**Student:** My notes give four eigenvalues, $L+2N_+$, $L-N_+$, $M+N_-$, $M-N_-$, and say all must be negative. But the bulk bands depend only on $N=N_++N_-$. How can a condition depend on the split?

**Lecturer:** We will see where it can. Premises first. Energies are electron energies, so valence bands bend down. All band parameters are in units of $\hbar^2/2m_0=38.1$ meV nm², and $L$ and $M$ include the free-electron term $+1$. The operator acts on three envelopes $u_X,u_Y,u_Z$ of Bloch states that transform as $x,y,z$, with $k_j=-i\partial_j$. For a cubic crystal
$$H_{XX}=k_xLk_x+k_yMk_y+k_zMk_z,\qquad H_{XY}=k_xN_+k_y+k_yN_-k_x ,$$
and cyclically, with $H_{YX}=H_{XY}^\dagger$. The parameters are bounded functions of position that may jump at interfaces. The envelopes vanish on the outer boundary or are periodic. Band edges, crystal field, the constant spin-orbit matrix, strain and polarisation potentials are bounded terms without derivatives, and terms linear in $k$ with bounded coefficients are of lower order. None of them decides whether the spectrum has an upper bound. With spin the second-order part is two copies of this one.

**Student:** And the quadratic form?

**Lecturer:** Integrate $\langle u|H|u\rangle$ by parts once. With the nine gradients $g_{ai}=\partial_iu_a$, a term $k_iDk_j$ in $H_{ab}$ gives $\int g_{ai}^*Dg_{bj}$, so
$$Q[u]=\int g_{ai}^*\,D_{ai,bj}\,g_{bj}\,d^3r .$$
$L$ multiplies $|g_{Xx}|^2$ and $M$ multiplies $|g_{Xy}|^2$ and $|g_{Xz}|^2$. The term $k_xN_+k_y$ couples $g_{Xx}$ to $g_{Yy}$, and $k_yN_-k_x$ couples $g_{Xy}$ to $g_{Yx}$. The $9\times9$ matrix $D$ is therefore block diagonal. On $(g_{Xx},g_{Yy},g_{Zz})$ it has $L$ on the diagonal and $N_+$ elsewhere, that is $(L-N_+)\mathbb 1+N_+J$ with $J$ the matrix of ones, whose eigenvalues are $3,0,0$. On each of the three pairs such as $(g_{Xy},g_{Yx})$ it has $M$ on the diagonal and $N_-$ off it. The eigenvalues are
$$a=L+2N_+\ (1\times),\quad e=L-N_+\ (2\times),\quad t=M+N_-\ (3\times),\quad w=M-N_-\ (3\times).$$
Treat $g$ as a $3\times3$ tensor. Then $a$ belongs to the trace, $e$ to the traceless diagonal part, $t$ to the symmetric off-diagonal part and $w$ to the antisymmetric part, the curl. In $T_d$ these are the representations $A_1,E,T_2,T_1$.

**Student:** Why negative?

**Lecturer:** If all four are at most $-\delta<0$ everywhere, then $Q\le-\delta\int|\nabla u|^2$, however the coefficients jump. A linear term obeys $|b\,u^*\partial u|\le(\delta/2)|\partial u|^2+(b^2/2\delta)|u|^2$ and is absorbed. So $H$ is bounded above, its spectrum in a finite box is discrete, rapid oscillation always costs energy, and by the min-max principle the $n$-th level of a conforming finite-element calculation lies below the $n$-th exact level. No state can be pushed up into the gap by refining the mesh.

**Student:** That shows the condition is sufficient. My notes say "must".

**Lecturer:** Sufficient is all it is, because a gradient field is not an arbitrary tensor field. Two integrations by parts give $\int\partial_iu_a^*\,\partial_ju_b=\int\partial_ju_a^*\,\partial_iu_b$ under our boundary conditions. Hence for a constant $c$
$$c\sum_{a\ne b}\int\left(g_{ab}^*g_{ba}-g_{aa}^*g_{bb}\right)=0 .$$
Adding this zero sends $N_-\to N_-+c$ and $N_+\to N_+-c$, so
$$a\to a-2c,\quad e\to e+c,\quad t\to t+c,\quad w\to w-c ,$$
and the operator stays the same. In a homogeneous sample the split is empty, as you suspected. There Fourier transformation leaves only rank-one gradients $g_{ai}\propto u_ak_i$, and the necessary and sufficient condition for coercivity is that all bulk bands bend down in all directions, the Legendre–Hadamard condition. The useful statement for a heterostructure is this: the operator is coercive if one constant $c$, common to all materials, makes every shifted eigenvalue negative. What cannot be shifted away is the jump of $N_-$ across an interface.

**Student:** Then what fixes the split physically?

**Lecturer:** A further premise, the Burt–Foreman one. All materials share one Bloch basis, and the remote bands $\nu$ are eliminated to second order in the manner of Löwdin, without spin-orbit coupling in the denominators. The material dependence then stands between the two wave-vector operators, and
$$g^\dagger Dg=|g|^2+\frac{2}{m_0}\sum_\nu\frac{\big|\langle\nu|\sum_{bj}g_{bj}\,p_j|b\rangle\big|^2}{E_v-E_\nu}.$$
The state $\sum g_{bj}p_j|b\rangle$ transforms like the tensor $g$. Each of the four representations occurs once, so by Schur's lemma remote bands of one symmetry feed one eigenvalue only:
$$a=1+\sigma_{A_1},\quad e=1+\sigma_E,\quad t=1+\sigma_{T_2},\quad w=1+\sigma_{T_1},$$
with negative contributions from bands above $E_v$ and positive ones from bands below. Atomic $s$, $p$ and $d$ states give $A_1$, $T_2$ and $E+T_2$ at the zone centre of zinc blende, and $T_1$ first comes with $f$ states. In a nitride of Ga or Al no $T_1$ band lies below $E_v$, so $w\le1$. Neglecting the high $T_1$ bands sets $w=1$:
$$N_-=M-1,\qquad N_+=N-M+1 .$$
In ordinary units $M-N_-=+\hbar^2/2m_0$. The other three become $a=L+2N-2M+2$, $e=L-N+M-1$ and $t=2M-1$. The last is negative whenever $M<0$. For $a$ and $e$ you have to look at the numbers. Symmetric ordering has $w=M-N/2$, which exceeds $1$ when $-N>2(1-M)$, and that would need $T_1$ bands below the valence edge.

**Student:** So Burt–Foreman breaks the condition too.

**Lecturer:** In the unshifted form, yes. But its $w$ is the same number in every material, so a constant $c>1$ removes it everywhere at once, provided the eigenvalues that rise by $c$ lie below $-c$ and $a<2c$.

**Student:** GaN and AlN are wurtzite. Do I just rotate to [111]? An orthogonal transformation keeps the eigenvalues.

**Lecturer:** A rotation alone keeps them, but it leaves threefold terms that the sixfold axis forbids. The quasi-cubic premise is that the wurtzite tensor $D$, ordering included, is the cubic one referred to $z\parallel[111]$ and averaged over the two orientations that differ by $60^\circ$ about $z$. Write $D=aP_{A_1}+eP_E+tP_{T_2}+wP_{T_1}$ with projectors. The trace and the antisymmetric part are invariant subspaces under all rotations, so $a$ and $w$ survive. Sort the five symmetric traceless tensors by angular momentum $m$ about $z$. The one with $m=0$ is the symmetric sum of the three off-diagonal cubic tensors, pure $T_2$, and keeps $t$. For $E$ take $T=\mathrm{diag}(1,-1,0)/\sqrt2$ and $\hat n=(1,1,1)/\sqrt3$. The vector $T\hat n$ is perpendicular to $\hat n$ with squared length $1/3$, and it enters the tensor twice, so the $|m|=1$ weight is $2/3$ and the $|m|=2$ weight is $1/3$. The threefold axis makes this true for the whole doublet. The rotation by $60^\circ$ reverses the sign of the coupling between $m=\pm1$ and $m=\mp2$, so the average removes it and leaves
$$a\ (1\times),\quad t\ (1\times),\quad p_1=\tfrac{2e+t}{3}\ (2\times),\quad p_2=\tfrac{e+2t}{3}\ (2\times),\quad w\ (3\times).$$
These five are the eigenvalues to test in quasi-cubic wurtzite. Negative $e$ and $t$ imply negative $p_1,p_2$, and the converse does not hold. Under the shift $p_1$ and $p_2$ rise by $c$.

**Student:** How do I get $L,M,N$ from the $A$ parameters?

**Lecturer:** Write the bulk wurtzite matrix as $H_{XX}=L_1k_x^2+M_1k_y^2+M_2k_z^2$, $H_{ZZ}=M_3(k_x^2+k_y^2)+L_2k_z^2$, $H_{XY}=N_1k_xk_y$, $H_{XZ}=N_2k_xk_z$, with the convention $L_1=A_2+A_4+A_5$, $M_1=A_2+A_4-A_5$, $N_1=2A_5$, $L_2=A_1$, $M_2=A_1+A_3$, $M_3=A_2$, $N_2=\sqrt2A_6$. Decompose unit gradients. $g_{Zz}$ has weight $1/3$ in the trace and $2/3$ in $m=0$. $g_{Xx}$ has $1/3$, $1/6$ and $1/2$ in trace, $m=0$ and $|m|=2$. $g_{Xz}$ and $g_{Xy}$ are half antisymmetric. So
$$L_2=\tfrac{a+2t}{3}=\tfrac{L+2M+2N}{3},\qquad L_1=\tfrac a3+\tfrac t6+\tfrac{p_2}2=\tfrac{L+M+N}{2},$$
$$M_2=M_3=\tfrac{p_1+w}{2}=\tfrac{L+2M-N}{3},\qquad M_1=\tfrac{p_2+w}{2}=\tfrac{L+5M-N}{6}.$$
The couplings $g_{Xx}$–$g_{Zz}$ and $g_{Xz}$–$g_{Zx}$ are $N_{2+}=(a-t)/3$ and $N_{2-}=(p_1-w)/2=M_2-w$, with sum $N_2=(2L-2M+N)/3$. Likewise $N_{1-}=M_1-w$, and $N_1=L_1-M_1=(L-M+2N)/3$. It follows that $A_3=-N$, $A_4=N/2$, $A_2=A_1+A_3$ and $\sqrt2A_6=A_3+4A_5$, the quasi-cubic relations, and the inversion is
$$L=A_1+2A_3+4A_5,\qquad M=A_1-2A_5,\qquad N=-A_3 .$$
Cubic symmetric ordering gives $N_{2\pm}=N_2/2$, and Burt–Foreman gives $N_{2-}=M_2-1$.

**Student:** Numbers, please.

**Lecturer:** As typical inputs take $(A_1,A_3,A_5)=(-7.21,\,6.68,\,-3.40)$ for GaN and $(-3.86,\,3.58,\,-1.47)$ for AlN. Then $(L,M,N)=(-7.45,\,-0.41,\,-6.68)$ and $(-2.58,\,-0.92,\,-3.58)$.

| | $N_+$ | $N_-$ | $a$ | $e$ | $t$ | $p_1$ | $p_2$ | $w$ |
|---|---|---|---|---|---|---|---|---|
| GaN, symmetric | −3.34 | −3.34 | −14.13 | −4.11 | −3.75 | −3.99 | −3.87 | +2.93 |
| AlN, symmetric | −1.79 | −1.79 | −6.16 | −0.79 | −2.71 | −1.43 | −2.07 | +0.87 |
| GaN, Burt–Foreman | −5.27 | −1.41 | −17.99 | −2.18 | −1.82 | −2.06 | −1.94 | +1 |
| AlN, Burt–Foreman | −1.66 | −1.92 | −5.90 | −0.92 | −2.84 | −1.56 | −2.20 | +1 |

For Burt–Foreman any $c$ with $1<c<1.56$ makes all nine eigenvalues negative in both materials, the upper limit coming from $p_1$ of AlN. At $c=1.28$ the largest is $-0.28$. So that operator is coercive for any geometry of the interfaces. For symmetric ordering GaN needs $c>2.93$ and AlN needs $c<1.43$. A direction-dependent shift does not help, since both limits come from the same pair $(g_{Xz},g_{Zx})$, whose eigenvalues are $p_1$ and $w$, and only the identity linking it to $(g_{Xx},g_{Zz})$ alters that block.

**Student:** In AlN the symmetric $w$ is smaller than the Burt–Foreman one. And failing a sufficient test proves nothing.

**Lecturer:** Both true, so let us solve the (0001) interface exactly, GaN at $z<0$ and AlN at $z>0$, second-order terms only. Take $u_X=f(z)e^{ikx}$ and $u_Z=ig(z)e^{ikx}$ with real $f,g$; $u_Y$ decouples. Measure $z$ in units of $1/k$. Set $l_{1,2}=-L_{1,2}$, $m_{2,3}=-M_{2,3}$, $n=-N_2$, all positive, and keep $m_2\ne m_3$ for later. From $g_{Xx}^*g_{Zz}=kf\,\partial_zg$ and $g_{Xz}^*g_{Zx}=-k\,g\,\partial_zf$, and $N_{2+}=-n-N_{2-}$, the form per area, divided by $k$, is
$$-Q=\int\left[l_1f^2+m_2f'^2+m_3g^2+l_2g'^2+n(fg'-f'g)+(n+2N_{2-})(fg)'\right]dz .$$
In one half-space the last term is a boundary value. For fixed $f_0,g_0$ at $z=0$ the rest is stationary when
$$m_2f''=l_1f+ng',\qquad l_2g''=m_3g-nf' ,$$
and this is a minimum when the bulk bands bend down. Decaying solutions for $z>0$ obey $v'=-Kv$, $v=(f,g)$, where the eigenvalues $\kappa_{1,2}$ of $K$ solve $m_2l_2\kappa^4-(l_1l_2+m_2m_3-n^2)\kappa^2+l_1m_3=0$ with positive real part. With $R=\sqrt{l_1l_2}$ and $\mu=\sqrt{m_2m_3}$, the product is $P=\kappa_1\kappa_2=\sqrt{l_1m_3/m_2l_2}$, and the sum $S=\kappa_1+\kappa_2$ follows from $S^2=\kappa_1^2+\kappa_2^2+2P$ as $m_2l_2S^2=(R+\mu)^2-n^2$. It is real for $n<R+\mu$, which is the bulk condition in this plane.

**Student:** You still need $K$.

**Lecturer:** Cayley–Hamilton gives $v''=K^2v=(SK-P)v$, which makes the two equations linear in the entries of $K$:
$$m_2(SK_{11}-P)=l_1-nK_{21},\quad m_2SK_{12}=-nK_{22},\quad l_2SK_{21}=nK_{11},\quad l_2(SK_{22}-P)=m_3+nK_{12}.$$
Eliminate $K_{21}$ from the first and $K_{12}$ from the last, and use $l_1+m_2P=\sqrt{l_1/l_2}\,(R+\mu)$ and $m_3+l_2P=\sqrt{m_3/m_2}\,(R+\mu)$:
$$K=\frac1{R+\mu}\begin{pmatrix}RS&-n\mu/m_2\\ nR/l_2&\mu S\end{pmatrix}.$$
On the solution an integration by parts leaves $-(m_2ff'+l_2gg')$ at $z=0$, and the ordering term adds $-(n+2N_{2-})f_0g_0$. The minimum for $z>0$ is $\alpha f_0^2+\beta g_0^2+2\eta f_0g_0$ with
$$\alpha=\frac{m_2RS}{R+\mu},\qquad\beta=\frac{l_2\mu S}{R+\mu},\qquad\eta=-N_{2-}-\frac{n\mu}{R+\mu}.$$
The reflection $z\to-z$, $g\to-g$ gives the half-space $z<0$ with $\eta\to-\eta$. Add the two sides. $-Q$ is positive for all such functions if and only if
$$|\eta_{\rm GaN}-\eta_{\rm AlN}|<\sqrt{(\alpha_{\rm GaN}+\alpha_{\rm AlN})(\beta_{\rm GaN}+\beta_{\rm AlN})} .$$
Only the jump of $N_{2-}$ enters, as the shift argument demands. If the inequality is reversed, some function has $Q>0$, its energy scales as $+k^2$, and $H$ has no upper bound.

**Student:** And for our inputs?

**Lecturer:** Quasi-cubic means $m_2=m_3=\mu=m$.

| | $l_1$ | $l_2$ | $m$ | $n$ | $R$ | $S$ | $\alpha$ | $\beta$ | $\eta$, sym. | $\eta$, B–F |
|---|---|---|---|---|---|---|---|---|---|---|
| GaN | 7.27 | 7.21 | 0.53 | 6.92 | 7.24 | 1.81 | 0.89 | 0.89 | 2.99 | 1.06 |
| AlN | 3.54 | 3.86 | 0.28 | 2.30 | 3.70 | 3.12 | 0.81 | 0.85 | 0.99 | 1.12 |

Here $N_{2-}=-3.46$ and $-1.15$ for symmetric ordering, $-1.53$ and $-1.28$ for Burt–Foreman. The right side of the inequality is $1.72$. The left side is $2.00$ for symmetric ordering and $0.06$ for Burt–Foreman. So symmetric ordering does fail at this interface. For the dispersion put $E=\varepsilon\,\hbar^2k^2/2m_0$. The form $-Q+\varepsilon\int(f^2+g^2)$ is the old one with $l_1\to l_1+\varepsilon$ and $m_3\to m_3+\varepsilon$, and a bound mode exists where the inequality turns into an equality. That root is $\varepsilon=0.16$: an interface branch that bends upward.

**Student:** That is small. Would I ever see it?

**Lecturer:** It gives $0.6$ eV at $k=10$ nm⁻¹ and $2.4$ eV at $20$ nm⁻¹. The valence-band offset, dropped so far, is typically about $0.8$ eV, so at $10$ nm⁻¹ it rivals the rise. Taken alone it can lower the top level by no more than its own size, so the $k^2$ growth wins in the end. In a quantum-well code $k$ is a small parameter that you choose, and the branch need not appear, although the levels still depend on the ordering. In a wire or dot code the in-plane wave number runs up to about $\pi/h$, and $20$ nm⁻¹ corresponds to a mesh step $h=0.16$ nm. Such wave numbers lie where a second-order $k\cdot p$ expansion has no physical meaning, but the mesh admits them, and refinement makes matters worse.

**Student:** Where does all this stop being valid?

**Lecturer:** Five limits. First, the negative-eigenvalue test, even with the shift, is sufficient only. The interface inequality is exact, but for one planar (0001) interface; passing it says nothing about other facets or corners. Second, the shift identity needs vanishing, periodic or decaying envelopes. With natural boundary conditions the outer surface acts as an interface and the unshifted split matters. Third, abruptness matters. With smooth grading a change of ordering is a first-order term with a bounded coefficient, and by Gårding's inequality the bulk condition bounds the spectrum; the upward branch then follows our law only for $k$ below roughly the inverse grading width. Fourth, $w=1$ neglects $T_1$ bands and assumes a common Bloch basis. The analysis covers the valence block. In an eight-band model the $s$-like conduction band is explicit, its share of $\sigma_{A_1}$ is taken out of $a$ while $e,t,w$ stay, and the test must be repeated. A magnetic field also spoils the shift, since the components of the kinetic momentum no longer commute.

**Student:** And the fifth is the quasi-cubic step.

**Lecturer:** Yes, and its size rivals our margins. A typical six-parameter set adds independent inputs $(A_2,A_4,A_6)=(-0.44,\,-3.46,\,-4.90)$ for GaN and $(-0.25,\,-1.32,\,-1.64)$ for AlN. The quasi-cubic relation put $A_4=-1.79$ in AlN, a difference of $0.47$, larger than the margin $0.28$. With the six inputs $M_1$ of AlN is $-0.10$ in place of $-0.60$. For $N_{1-}=M_1-1$ the pair $(g_{Xy},g_{Yx})$ has shifted eigenvalues $1-c$ and $2M_1-1+c$, so its window narrows to $1<c<1.20$, and the full hexagonal form, with separate shifts for the basal and the axial pairs, has to be tested anew. The interface inequality was derived for general $m_2,m_3$ and needs no cubic premise. With the six inputs and symmetric ordering its left side is $2.04$ and its right side $1.57$, so the upward branch at the (0001) interface remains.